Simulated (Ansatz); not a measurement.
## In: energy above lowest point against volume scale

All results are calculated (Ansatz 0.2.0). Free energy against uniform scaling of the volume at fixed shape and fractions; periodic cell, basis, potentials, k mesh and filling as listed.

The cell before it is scaled or strained (space group Im-3m, No. 229):
```
cell vectors (Å)
  -1.8825     1.8825     1.8825
   1.8825    -1.8825     1.8825
   1.8825     1.8825    -1.8825
atoms (fractions of the cell vectors)
In  0.00000  0.00000  0.00000
```

Settings of every row: functional PBEsol; dispersion none; potentials PAW; wave cutoff 500 eV; density cutoff 2000 eV; k mesh 11x11x11; k shift 0x0x0; occupations methfessel paxton; smearing width 0.05 eV; spin none; SCF threshold exponent -9.

Limits: coarse k mesh, up to 40 meV an atom off; the cell comes from a prototype or a list of computed structures and needn't be the stable phase.

```csv
row,volume scale,V (Å³/atom),energy above lowest point (meV/atom)
1,0.9,24.016,19.2
2,0.925,24.683,6.7
3,0.95,25.351,0.7
4,0.975,26.018,0
5,1,26.685,3.5
6,1.025,27.352,10.6
7,1.05,28.019,?
8,1.075,28.686,33.8
9,1.1,29.353,49.3
```

Question: what energy above lowest point should row 7 give?

Worked fit of energy above lowest point. Take u = (V_r/V)^(2/3) − 1 with V_r = 26.352 Å³ an atom, which is twice the finite (Eulerian) strain; such expansions in the strain, on which the Birch-Murnaghan equation of state is built, carry the rest volume and the bulk modulus. The shown rows have u = 0.06384, 0.04458, 0.02615, 0.00854, -0.00834, -0.02452, -0.05501, -0.06938. Least squares give energy above lowest point = 1.14 − 210.4 × u + 7344 × u² + 5684 × u³ meV/atom; a parabola predicts inner rows, each left out in turn, worse (root mean square 0.43 against 0.19 meV/atom). The rows lie off it by 0.1, -0.2, -0.1, 0.1, 0.1, 0.0, -0.2, 0.1. Its lowest point lies at u = 0.0141, or V = 25.8 Å³ an atom, and the curvature there gives the bulk modulus at fixed shape and fractions, B = (4/9)(1 + u)² E″(u)/V = 43 GPa. The withheld row has u = -0.04007, so the fit gives 1.14 − 210.4 × (-0.04007) + 7344 × (-0.04007)² + 5684 × (-0.04007)³ = 21.0 meV/atom.

The calculation gave 20.8 meV/atom. The fit lies 0.2 meV/atom (0.41 % of the column's range) above it; its largest miss of a shown row is 0.2 meV/atom.
